The isomer shift of a Mössbauer line depends on the electron density at the nucleus, so squeezing a crystal moves the line. The table gives the change of this contact density when a crystal's volume is scaled. Dividing the change by the logarithm of the volume ratio gives a slope, which makes different volume steps roughly comparable. The results for W and for Pt in AlPt are left open.

Ansatz 0.2.0, r2SCAN, scalar-relativistic all-electron PAW without spin polarisation; datasets and cutoff are made for each crystal, Fermi-Dirac smearing is 0.03 to 0.05 eV, and k points times cell length is 32 to 45 Å. Each crystal's given cell, not relaxed at this level, is scaled at fixed shape. Contact density is the electron density averaged over a Gaussian nucleus.

| crystal | space group | nucleus | Z | V/V(given) | given volume (Å³/atom) | contact density, scaled cell less given cell (e/angstrom^3) | that over ln of the scale (e/angstrom^3) |
| --- | --- | --- | --- | --- | --- | --- | --- |
| Mo | 229 | Mo | 42 | 1.060 | 15.89 | -3.25 | -55.8 |
| TaRu | 221 | Ru | 44 | 0.941 | 16.06 | 4.94 | -80.5 |
| TiRh | 123 | Rh | 45 | 1.040 | 14.75 | -3.96 | -101 |
| TaN | 187 | Ta | 73 | 1.060 | 10.82 | -10.8 | -186 |
| W | 229 | W | 74 | 1.040 | 15.93 | ? | ? |
| AlPt | 221 | Pt | 78 | 0.950 | 14.77 | ? | ? |

**(a) Why does the contact density respond to volume, and why more strongly in heavy atoms?**

*Solution.* Every known row has a negative slope: expansion lowers the density at the nucleus and compression raises it. Of all electrons, those in s states are by far the most likely to be found at the nucleus. The inner s shells change far less in proportion. I neglect their response, although their density is so large that even a minute relative change could count, and the total densities don't separate it. The outermost s electrons spread through the crystal. If their number and character stay the same, a smaller cell raises their density roughly as $1/V$, where $V$ is the volume per atom.

Near the nucleus this outer density is magnified. The pull of the nuclear charge enhances it about in proportion to the atomic number $Z$, and relativity adds a factor $S$ that climbs steeply in heavy atoms. This suggests

$$\text{slope} = -k\,\frac{Z\,S}{V}.$$

Close to the nucleus all s orbitals have nearly the same shape, so a factor taken from the core should serve roughly for the outer electrons too. For $S$ I assume the form $\exp(bZ^2)$. The constant $b$ follows from the total contact densities of Mo and Ta, which core electrons dominate and which grow about as $Z^3S$. This makes $S$ about 1.6 for Mo and 4.2 for Ta.

The reduced slope $k$ holds all that the other factors leave out, such as what bonding does to the s electrons. It rises from 13 for Mo to 19 for Rh. A possible reason is that compression pushes electrons from s into d states, which weakens the gain at the nucleus, and a fuller d band leaves less room for this. Each of these metals appears in only one crystal, however, so the numbers can't separate band filling from the choice of partner.

Ta shows that the crystal matters. The same calculations give its slope in TaRu as −254 e/Å³, against −186 in TaN. Nitrogen may draw 6s density away from Ta, but volume per atom is also a poor measure of Ta's space beside so small a neighbour. TaN is therefore not used to set $k$.

**(b) Forecast the change for W, expanded by 4 per cent, and for Pt in AlPt, compressed by 5 per cent.**

*Solution.* W can borrow $k$ from Mo, which has the same number of valence electrons, the same structure and nearly the same volume. Pt borrows from Rh, the nearest late metal in the table. The still fuller d band of Pt could raise $k$ further, but I don't extend a trend that rests on three crystals.

One correction remains. If the trend from Mo to Rh is continued back to Ta's column, it gives too small a slope for Ta in TaRu; the computed one is 1.2 times as large. Relativity also contracts and stabilises the 6s orbital as a whole, which could explain the shortfall. I raise both forecasts by this ratio, though it rests on a single nucleus.

For W, $ZS/V$ is 20.23 Å⁻³ and Mo's $k$ is 13.14, so

$$\Delta\rho = -1.2\times13.14\times20.23\times\ln 1.04 \approx -12.5\ \text{e/Å}^3.$$

My range is −15 to −10. The same steps give about +32 for Pt, with a range of 22 to 42 and the steepest slope of all. These ranges are judgements, not statistical errors; that for Pt is wider because Al is a very different partner from Ti.

**(c) Compare the forecasts with the computed values. What do the misses teach?**

The withheld rows as computed:

| crystal | space group | nucleus | Z | V/V(given) | given volume (Å³/atom) | contact density, scaled cell less given cell (e/angstrom^3) | that over ln of the scale (e/angstrom^3) |
| --- | --- | --- | --- | --- | --- | --- | --- |
| W | 229 | W | 74 | 1.040 | 15.93 | -11.3 | -289 |
| AlPt | 221 | Pt | 78 | 0.950 | 14.77 | 22.4 | -437 |

*Solution.* W comes out at −11.3 e/Å³, inside the range; the forecast was 11 per cent too large relative to the computed value. Pt does have the steepest slope, but its change of 22.4 lies at the very bottom of the range. The central forecast was 43 per cent too large, a clear miss.

The 6s correction doesn't account for all of that. Without it the Pt forecast would still have been 26.7, so Rh's $k$ was itself too high for Pt in AlPt. A nearly full d band evidently doesn't guarantee a $k$ as large as Rh's. Bonding to Al may be the cause, but testing this would need Pt with another partner, or Rh with Al.

Mo and W make the cleanest comparison, since little but the atomic number differs. The slope grows 5.2 times, while $Z$ grows only 1.8 times; including $S$ brings the expected growth to 4.8. In this model, then, relativistic magnification of the outer s density accounts for most of the difference between the two metals. For the transition metals here, $ZS/V$ gives the scale, and the choice of metal and partner can shift the result by tens of per cent. A small partner can spoil the estimate further: for Ta, $k$ in TaN is only half that in TaRu.

The rule shouldn't be carried over to a metal such as Al. In the same AlPt calculations the contact density of Al rises by only about 0.01 e/Å³, where the formula with the $k$ of Pt would give about 0.8. Compression may turn some of Al's 3s character into 3p, or move charge towards Pt; either could cancel the gain from the smaller cell.

Forecast and result share one level of theory, so its omissions don't explain these misses. They do matter for a real spectrum: without spin–orbit coupling, the contact density of the $p_{1/2}$ electrons is missing, which should matter most in Ta, W and Pt. The line shift also requires the change of nuclear radius in the transition. The printed analysis after this text also gives the forecasts without the 6s correction, and without both that correction and the relativistic factor.

The analysis program printed:

```
Slopes and the simple model:
   row  relativistic factor  Z times factor over V (1/angstrom^3)  slope (e/angstrom^3)  reduced slope k
    Mo                1.606                                 4.246                 -55.8            13.14
  TaRu                1.682                                 4.609                 -80.5            17.46
  TiRh                1.723                                 5.257                  -101            19.21
   TaN                4.187                                 28.25                  -186            6.585
     W                4.355                                 20.23                  -289            14.28
  AlPt                5.128                                 27.08                  -437            16.14
Ru total contact density, relativistic formula over computed: 0.9963
Slope of Ta in TaRu (e/angstrom^3): -254
Slope of Ta over slope of Ru, both in TaRu: 3.155
Slope of Ta in TaN over that in TaRu: 0.7323
Total contact density of Ta, TaN less TaRu, given cells (e/angstrom^3): -120.5
Reduced slope k of Ta in TaRu: 13.35
Reduced slope k expected for group 5 from the 4d trend: 11.12
Correction for the 6s shell, ratio of these two: 1.2
W forecast of the change (e/angstrom^3): -12.52
W forecast, smaller size in range (e/angstrom^3): -10.01
W forecast, larger size in range (e/angstrom^3): -15.02
W computed change (e/angstrom^3): -11.3
W miss, forecast size over computed size less one (percent): 10.78
Pt forecast of the change (e/angstrom^3): 32.04
Pt forecast, smaller size in range (e/angstrom^3): 22.43
Pt forecast, larger size in range (e/angstrom^3): 41.65
Pt computed change (e/angstrom^3): 22.4
Pt miss, forecast size over computed size less one (percent): 43.02
W without the 6s correction (e/angstrom^3): -10.43
Pt without the 6s correction (e/angstrom^3): 26.69
W without 6s correction or relativistic factor (e/angstrom^3): -3.846
Pt without 6s correction or relativistic factor (e/angstrom^3): 8.968
Pt with k of Mo and the 6s correction (e/angstrom^3): 21.91
Computed slope of W over that of Mo: 5.179
Computed slope of Pt over that of Rh: 4.327
```
